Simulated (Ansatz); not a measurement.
## AgO₂: the change of pressure and energy above lowest point with volume per atom

Equation of state of a cubic crystal from periodic Kohn-Sham density functional theory without spin; pressure corrected for the finite basis. The results are calculated, by Ansatz 0.2.0 development build.

Cell of the first row (space group Fm-3m, No. 225):
```
cell vectors (Å)
   0.0000     2.5283     2.5283
   2.5283     0.0000     2.5283
   2.5283     2.5283     0.0000
atoms (fractions of the cell vectors)
Ag  0.00000  0.00000  0.00000
O   0.25000  0.25000  0.25000
O   0.75000  0.75000  0.75000
```

Settings of every row: formula AgO2; structure type fluorite; functional PBE; spin treatment none; k mesh 36x36x36; occupation method fermi-dirac; occupation width 0.061225619 eV; wave cutoff 420 eV; datasets soft-1 PAW; density cutoff ratio 4.

Limits: a cubic model structure, not a phase known at ambient conditions; no spin polarisation, a magnetic state may lie lower.

| row | volume per atom (Å³) | pressure (GPa) | energy above lowest point (meV/atom) |
| --- | --- | --- | --- |
| 1 | 10.774 | 10.556 | 21.39 |
| 2 | 11.003 | ? | ? |
| 3 | 11.232 | 3.135 | 2.24 |
| 4 | 11.462 | 0.062 | 0 |
| 5 | 11.691 | -2.649 | 1.89 |
| 6 | 11.92 | -5.037 | 7.42 |
| 7 | 12.149 | -7.142 | 16.17 |

Question: what pressure and energy above lowest point should row 2 give?

Worked fit of pressure. Take u = (V_r/V)^(2/3) − 1 with V_r = 11.576 Å³ an atom, which is twice the finite (Eulerian) strain; such expansions in the strain, on which the Birch-Murnaghan equation of state is built, carry the rest volume and the bulk modulus. The shown rows have u = 0.04903, 0.02032, 0.00662, -0.00657, -0.01933, -0.0317. Least squares give pressure = −1.3318 + 205.035 × u + 715.63 × u² + 968.7 × u³ GPa; a parabola predicts inner rows, each left out in turn, worse (root mean square 0.02 against 0.0077 GPa). The rows lie off it by 0.000, -0.003, 0.005, -0.001, -0.002, 0.001 (root mean square 0.0026 GPa). The pressure vanishes at u = 0.0064, or V = 11.47 Å³ an atom, and there the bulk modulus at fixed shape and fractions is B = −V dP/dV = (2/3)(1 + u) dP/du = 144 GPa. The withheld row has u = 0.03442, so the fit gives −1.3318 + 205.035 × (0.03442) + 715.63 × (0.03442)² + 968.7 × (0.03442)³ = 6.613 GPa.

The calculation gave 6.615 GPa. The fit lies 0.002 GPa (0.011 % of the column's range) below it; its largest miss of a shown row is 0.005 GPa.

Worked fit of energy above lowest point. Take u = (V_r/V)^(2/3) − 1 with V_r = 11.576 Å³ an atom, which is twice the finite (Eulerian) strain; such expansions in the strain, on which the Birch-Murnaghan equation of state is built, carry the rest volume and the bulk modulus. The shown rows have u = 0.04903, 0.02032, 0.00662, -0.00657, -0.01933, -0.0317. Least squares give energy above lowest point = 0.455 − 144.66 × u + 11303.8 × u² + 7242 × u³ meV/atom; a parabola predicts inner rows, each left out in turn, worse (root mean square 0.14 against 0.0085 meV/atom). The rows lie off it by 0.00, 0.00, 0.01, 0.00, 0.00, 0.00. Its lowest point lies at u = 0.0064, or V = 11.47 Å³ an atom, and the curvature there gives the bulk modulus at fixed shape and fractions, B = (4/9)(1 + u)² E″(u)/V = 144 GPa. The withheld row has u = 0.03442, so the fit gives 0.455 − 144.66 × (0.03442) + 11303.8 × (0.03442)² + 7242 × (0.03442)³ = 9.16 meV/atom.

The calculation gave 9.17 meV/atom. The fit lies 0.01 meV/atom (0.047 % of the column's range) below it, one unit of the last digit.
